## Appendix: Odd-order Brillouin-Wigner energies as upper bounds on the four-site Hubbard ring

### The bound

Let $H=H_0+V$, $H_0\phi_0=E_0\phi_0$, $\langle\phi_0|\phi_0\rangle=1$, $Q=1-|\phi_0\rangle\langle\phi_0|$ and $T_0(E)=Q/(E-H_0)$, with $E$ real and off the poles. Define

$$\chi_k=(T_0V)^k\phi_0,\qquad \psi_n=\sum_{k=0}^{n}\chi_k,\qquad e_k(E)=\langle\phi_0|V|\chi_{k-1}\rangle .$$

Since $(H_0-E)T_0=-Q$, one has $(H_0-E)\chi_k=-QV\chi_{k-1}$ for $k\ge1$. The sum telescopes to

$$(H-E)\psi_n=\Big(E_0-E+\sum_{k=1}^{n}e_k\Big)\phi_0+V\chi_n .$$

Here $\langle\psi_n|\phi_0\rangle=1$, and $T_0$ is Hermitian for real $E$, so $\langle\chi_j|V|\chi_n\rangle=e_{j+n+1}$. Therefore

$$\langle\psi_n|H-E|\psi_n\rangle=E_0-E+\sum_{k=1}^{2n+1}e_k(E).$$

Any real root $E^{(2n+1)}$ of the right side equals the Rayleigh quotient of $\psi_n$ at that energy, so it lies at or above the exact ground energy $E_g$. Convergence of the series is not needed. The identity does not promise that a root exists or that the bounds improve with $n$, and it gives no bound at even orders.

### Model

Take $H=T+UD$ with $T=-t\sum_{i\sigma}(c^\dagger_{i\sigma}c_{i+1,\sigma}+\text{h.c.})$ on four sites with periodic boundary, $D=\sum_i n_{i\uparrow}n_{i\downarrow}$, four electrons, $S_z=0$ and $U=2t$. For a scale, take $U=7.0\times10^{-21}$ J (44 meV), typical of the on-site repulsion of a phosphorus donor in silicon, and choose $t=3.5\times10^{-21}$ J (22 meV) to set $U=2t$. The partition is $H_0=T$, $V=UD$ until stated otherwise. The quantity sought is the excess $E^{(3)}-E_g$.

The orbitals are $a=(1,1,1,1)/2$ at $-2t$, $x=(1,0,-1,0)/\sqrt2$ and $y=(0,1,0,-1)/\sqrt2$ at zero, and $b=(1,-1,1,-1)/2$ at $+2t$. The level $E_0=-4t$ is degenerate. The reference $\phi_0$ is the singlet with $a$ doubly occupied and $x$, $y$ singly occupied.

### Estimate by hand

The pair in $a$ repels by $U/4$, and each outer electron repels the $a$ electron of opposite spin by $U/4$. The outer electrons live on different sublattices and never meet. So $e_1=3U/4$ and $E^{(1)}=-2.5t$.

In plane waves every scattering element is $U/4=0.5t$. There are four up-down pairs and three nonzero momentum transfers. Each electron finds two of its three targets empty, which leaves about $12\times(2/3)^2\approx5.3$ final states. The squared coupling is $v^2\approx1.3t^2$, so $v\approx1.2t$. A typical event lifts two electrons by one shell each and costs $\Delta\approx4t$. The admixture is $\lambda=v/\Delta\approx0.3$, the lowering is $v^2/\Delta\approx0.3t$, and $E_g\approx-2.8t$.

The third-order root is the Rayleigh quotient of $\psi_1$, which lacks the second-order amplitude, of size $\lambda^2\approx0.09$. A Rayleigh quotient departs from $E_g$ quadratically in the missing amplitude:

$$E^{(3)}-E_g\approx\Delta\lambda^4\approx0.03t\approx1\times10^{-22}\ \text{J}.$$

### Careful calculation

For one spin write $|ij\rangle=c_i^\dagger c_j^\dagger|\text{vac}\rangle$, $A=|13\rangle$, $B=|24\rangle$, and

$$u=\tfrac12(|12\rangle+|23\rangle-|34\rangle-|41\rangle),\qquad w=\tfrac12(|23\rangle+|34\rangle-|12\rangle-|41\rangle).$$

Hopping couples $A$ to $u$ and $B$ to $w$ with element $-2t$, and it annihilates $|12\rangle+|34\rangle$ and $|23\rangle+|41\rangle$. The filled pairs $ax$ and $ay$ are $-(A+u)/\sqrt2$ and $-(B+w)/\sqrt2$. In products below, the first factor is spin up and the second spin down. The singlet is the combination symmetric under spin exchange,

$$\phi_0=[(A+u)(B+w)+(B+w)(A+u)]/\sqrt8 .$$

Expanding gives $uw+wu=r_0+r_2$, two unit vectors with $D=0$ and $D=2$. Their difference is $r_0-r_2=\tfrac12[pp-qq]$ with $p=|12\rangle+|34\rangle$ and $q=|23\rangle+|41\rangle$, which $T$ annihilates. Define

$$|0\rangle=(AB+BA+r_0)/\sqrt3,\qquad |1\rangle=(Aw+uB+Bu+wA)/2,\qquad |2\rangle=r_2 .$$

Then $T(AB+BA)=T(uw+wu)=-4t|1\rangle$, so $Tr_0=Tr_2=-2t|1\rangle$, and $T|1\rangle=-2t(\sqrt3|0\rangle+|2\rangle)$. The three states are closed under $H$:

$$H=\begin{pmatrix}0&-2\sqrt3t&0\\-2\sqrt3t&U&-2t\\0&-2t&2U\end{pmatrix}.$$

The secular equation is $E^3-3UE^2+(2U^2-16t^2)E+24Ut^2=0$. At $U=2t$ it factors as $(E-6t)(E^2-8t^2)=0$. The root $E_g=-2\sqrt2t=-2.8284t$, or $-9.90\times10^{-21}$ J, is also the lowest eigenvalue of the full $36\times36$ matrix for $S_z=0$.

The eigenvectors of $T$ are $\phi_0=(\sqrt3,2,1)/\sqrt8$, $\phi_1=(1,0,-\sqrt3)/2$ and $\phi_2=(\sqrt3,-2,1)/\sqrt8$, at $-4t$, $0$ and $+4t$. The degenerate partners of $\phi_0$ lie outside this space and never enter. Move a constant $c$ from $V$ to $H_0$, so that $H_0=T+c$ and $V=UD-c$. In units of $t$, with $s=\sqrt{3/2}$,

$$V=\begin{pmatrix}\tfrac32-c&-s&-\tfrac12\\-s&3-c&-s\\-\tfrac12&-s&\tfrac32-c\end{pmatrix},\qquad g_1=\frac1{E-c},\quad g_2=\frac1{E-4-c},$$

with $T_0=\mathrm{diag}(0,g_1,g_2)$. Then $E_0+e_1=-\tfrac52$ for any $c$, and

$$e_2=\tfrac32g_1+\tfrac14g_2,\qquad e_3=\tfrac32(3-c)g_1^2+\tfrac14(\tfrac32-c)g_2^2-\tfrac32g_1g_2 .$$

The choice $c=U$ is the Hartree partition, because the mean field at density $\tfrac12$ per spin and site is $U\sum_i(n_{i\uparrow}/2+n_{i\downarrow}/2-1/4)=U$. The lowest roots, in units of $t$, are:

| order | $c=0$ | $c=U$ |
|---|---|---|
| 1 | $-2.5000$ | $-2.5000$ |
| 2 | $-3.0305$ | $-2.8383$ |
| 3 | $-2.5026$ | $-2.8123$ |
| 5 | none for $E<0$ | $-2.8272$ |

Every odd entry lies above $E_g$, and both second-order entries lie below it. For $c=0$ a second third-order root at $-1.33t$ is a valid and weaker bound. At fifth order $E_0-E+\sum e_k$ stays positive for $E<0$, with a minimum of $0.22t$. For $c=0$ the result is

$$E^{(3)}-E_g=0.326t=1.14\times10^{-21}\ \text{J},$$

ten times the estimate.

### Why the two differ

Normalise the exact state to $\langle\phi_0|\psi_g\rangle=1$ and put $\delta=\psi_1-\psi_g$, which lies in the range of $Q$. Since $(H-E_g)\psi_g=0$,

$$E^{(3)}-E_g=\frac{\langle\delta|H-E_g|\delta\rangle}{\langle\psi_1|\psi_1\rangle}.$$

The exact amplitudes on $\phi_1,\phi_2$ follow from $Q\psi_g=(E_g-QHQ)^{-1}QV\phi_0$ and are $0.230$ and $0.094$. Those of $\psi_1$ for $c=0$ are $V_{10}g_1=0.489$ and $V_{20}g_2=0.077$. So $\delta_1=0.260$ and $\delta_2=-0.017$, and the norm is $1.245$. The stiffness along $\phi_1$ is $H_{11}-E_g=5.83t$. The $\delta_1^2$ term alone gives $0.315t$ of the $0.326t$. Relative to the estimate $4t\times0.09^2$, the factors are $8.3$ from the squared amplitude, $1.46$ from the stiffness, $0.80$ from the norm and $1.03$ from the terms containing $\delta_2$. Their product is 10.

The amplitude is wrong because of the denominator. The estimate used one ratio, $\lambda\approx0.3$, for every step of the series. That fits Rayleigh-Schrödinger theory, where a diagonal step carries $(V_{11}-V_{00})/\Delta=0.375$ and a constant in $V$ cancels. In the Brillouin-Wigner denominator $E-H_0$, the energy $E$ already holds the repulsion $e_1=1.5t$ of the reference, while the level of $\phi_1$ holds none of its own $3t$. The denominator shrinks from $4t$ to $2.50t$, where the interaction actually widens it to $5.83t$. The state $\phi_1$ is mixed in $2.1$ times too strongly, which nearly undoes the gain, and at the root $e_2=-0.638t$ is met by $e_3=+0.635t$. The diagonal step is $V_{11}|g_1|=1.2$. At $E=E_g$ the largest eigenvalue of $T_0V$ on the span of $\phi_1,\phi_2$ has modulus $1.14$, so the series diverges there, and the bound survives while becoming loose.

With $c=U$ that modulus is $0.30$, the size the estimate assumed. The denominator at the root is $4.81t$, the mismatches are $\delta_1=0.025$ and $\delta_2=-0.037$, and the largest term is now the one along $\phi_2$, with stiffness $8.33t$. The excess is $0.016t$, or $5.7\times10^{-23}$ J, at third order and $0.0012t$ at fifth. The remaining factor of two from the estimate is within the reach of rounding in a fourth power, since $\lambda=0.25$ would turn $\Delta\lambda^4$ into $0.016t$.

The estimate of $E_g$ itself fares well partly by compensation. The true squared coupling is $V_{01}^2+V_{02}^2=1.75t^2$, above the counted $1.3t^2$, and the dressed denominators exceed $4t$.

The energies in joules are the model's. A hopping this large needs donors a few nanometres apart. At an assumed 4 nm, with the typical relative permittivity 11.7 of silicon, the point-charge repulsion between neighbouring sites, $e^2/(4\pi\varepsilon_0\varepsilon_r d)$, is $4.9\times10^{-21}$ J, or $1.4t$. The model omits this term, which exceeds every excess discussed above, and it also omits the valley structure of the donor states.